\section*{How does the infrared spectrum of nitrogen in diamond respond to a change of mass?}

Pure diamond has no one-phonon absorption, but a charged impurity such as substitutional N$^+$ switches it on. What happens when the isotope, the impurity or the host changes?

\subsection*{Model}
The lattice is harmonic, with host mass $M$. The impurity has mass $M'$ and sits on a tetrahedral site with unchanged force constants. It alone carries an effective charge $q^*$, local-field factor included. Masses are approximated by mass numbers. Let $\epsilon=1-M'/M$, and let $g(\omega)$ be the host phonon density of states, normalised to one, with top frequency $\omega_m$. In a field $E e^{-i\omega t}$ the impurity displacement obeys $u=G(\epsilon\omega^2u-q^*E/M)$, so
\begin{equation}
u=-\frac{q^*E}{M}\,\frac{G}{1-\epsilon\omega^2G},\qquad
G(\omega)=\int\frac{g(\omega')\,d\omega'}{(\omega+i0)^2-\omega'^2}.
\end{equation}
Since $\mathrm{Im}\,G=-\pi g/2\omega$, a density $N$ of impurities in a host of refractive index $n$ absorbs within the band as
\begin{equation}
\alpha(\omega)=\frac{\pi Nq^{*2}}{2nc\varepsilon_0M}\,\frac{g(\omega)}{|1-\epsilon\omega^2G|^2}.
\end{equation}
Modes lie at $1=\epsilon\omega^2\,\mathrm{Re}\,G$. Expanding $u$ in $1/\omega^2$ gives two rules for any $g$, local lines included:
\begin{equation}
\int\alpha\,d\omega=\frac{\pi Nq^{*2}}{2nc\varepsilon_0M'},\qquad
\langle\omega^2\rangle_\alpha=\frac{M}{M'}\langle\omega^2\rangle_g .
\end{equation}
We set $\omega_m$ to the zone-centre value 1332 cm$^{-1}$ (compiled, arXiv:cond-mat/0412643). The compiled Debye temperature of 2250 K (R{\aa}sander 2015) gives $\omega_D=1564$ cm$^{-1}$, used only for low frequencies. All results are the model's.

\subsection*{Change 1: $^{14}$N to $^{15}$N}
A heavier atom on the same springs moves less and more slowly, so area and mean frequency should fall. The rules give $-6.7\%$ in area and $-3.4\%$ in rms frequency. Individual peaks need not follow, because $g$ stays fixed.

\subsection*{Change 2: $^{12}$C host to $^{13}$C}
Host frequencies scale as $M^{-1/2}$, so the band top must drop, to 1280 cm$^{-1}$. But $M\langle\omega^2\rangle_g$ is the on-site force constant, which does not change. Area and rms frequency therefore stay put, and the spectrum is only reshaped.

\subsection*{Change 3: N$^+$ to $^{10}$B$^-$}
Now $\epsilon$ flips from $-0.167$ to $+0.167$. Above the band $G>0$, so only a light atom can split off a local mode. For a monatomic chain $G=1/(\omega\sqrt{\omega^2-\omega_m^2})$, and
\begin{equation}
\omega_{\rm loc}=\frac{\omega_m}{\sqrt{1-\epsilon^2}},\qquad \epsilon>0 .
\end{equation}
This gives 1351 cm$^{-1}$, which is 19 cm$^{-1}$ above $\omega_m$. The same number for nitrogen would be a spurious root. The true band top typically lies of order 10 cm$^{-1}$ above the zone-centre value, which rivals this gap. More important, in three dimensions $G(\omega_m)$ is finite and a threshold $\epsilon_c=1/\omega_m^2G(\omega_m)$ appears. Take an illustrative density $(8/\pi)\sqrt{y(1-y)}$ in $y=\omega^2/\omega_m^2$. Above the band $\omega_m^2G=8(y-\tfrac12-\sqrt{y^2-y})$, so $\epsilon_c=0.25$ and
\begin{equation}
\omega_{\rm loc}=\frac{\omega_m}{2\sqrt{\sqrt\epsilon-\epsilon}},\qquad \epsilon>\epsilon_c .
\end{equation}
In this model boron has no local mode in diamond. More weight near $\omega_m$ would lower $\epsilon_c$.

\subsection*{Change 4: boron moved to silicon}
With $M=28$ and a typical $\omega_m=520$ cm$^{-1}$, $\epsilon$ is 0.607 for $^{11}$B and 0.643 for $^{10}$B, both past threshold. Neighbours share the motion, so the isotope shift should be smaller than the rigid-cage $\sqrt{11/10}-1=4.9\%$. The three-dimensional formula gives 627 and 652 cm$^{-1}$, a shift of $4.0\%$.

\subsection*{Change 5: N$^+$ to a heavy donor}
A heavy atom oscillates slowly against stiff surroundings and leaks energy into acoustic phonons, so expect a low, broadened resonance. For Debye $g=3\omega^2/\omega_D^3$ and $x=\omega/\omega_D<1$,
\begin{equation}
\omega^2\mathrm{Re}\,G=-3x^2(1-x\,\mathrm{artanh}\,x).
\end{equation}
For $x\ll1$ the bracket tends to one, which gives
\begin{equation}
\omega_{\rm res}=\frac{\omega_D}{\sqrt{3(M'/M-1)}},\qquad
\frac{\rm FWHM}{\omega_{\rm res}}\approx\frac{\pi}{2}\,\frac{\omega_{\rm res}}{\omega_D}.
\end{equation}
The width follows from linearising $1-\epsilon\omega^2G$ at the root. For $^{14}$N the formula returns $1.41\,\omega_D$, outside its range. The full condition has a root only for $M'$ above about 31 u, so nitrogen has no mass resonance. For $^{121}$Sb, assumed substitutional and unstrained, the formula gives 300 cm$^{-1}$ and the full root 306 cm$^{-1}$. The relative width of about 0.3 makes that difference immaterial.

\subsection*{Limit of the model}
Neutral substitutional nitrogen typically distorts along one bond and shows a sharp line just above the zone-centre frequency. No $\epsilon<0$ produces a mode above the band, so such a line points to changed force constants and not to mass.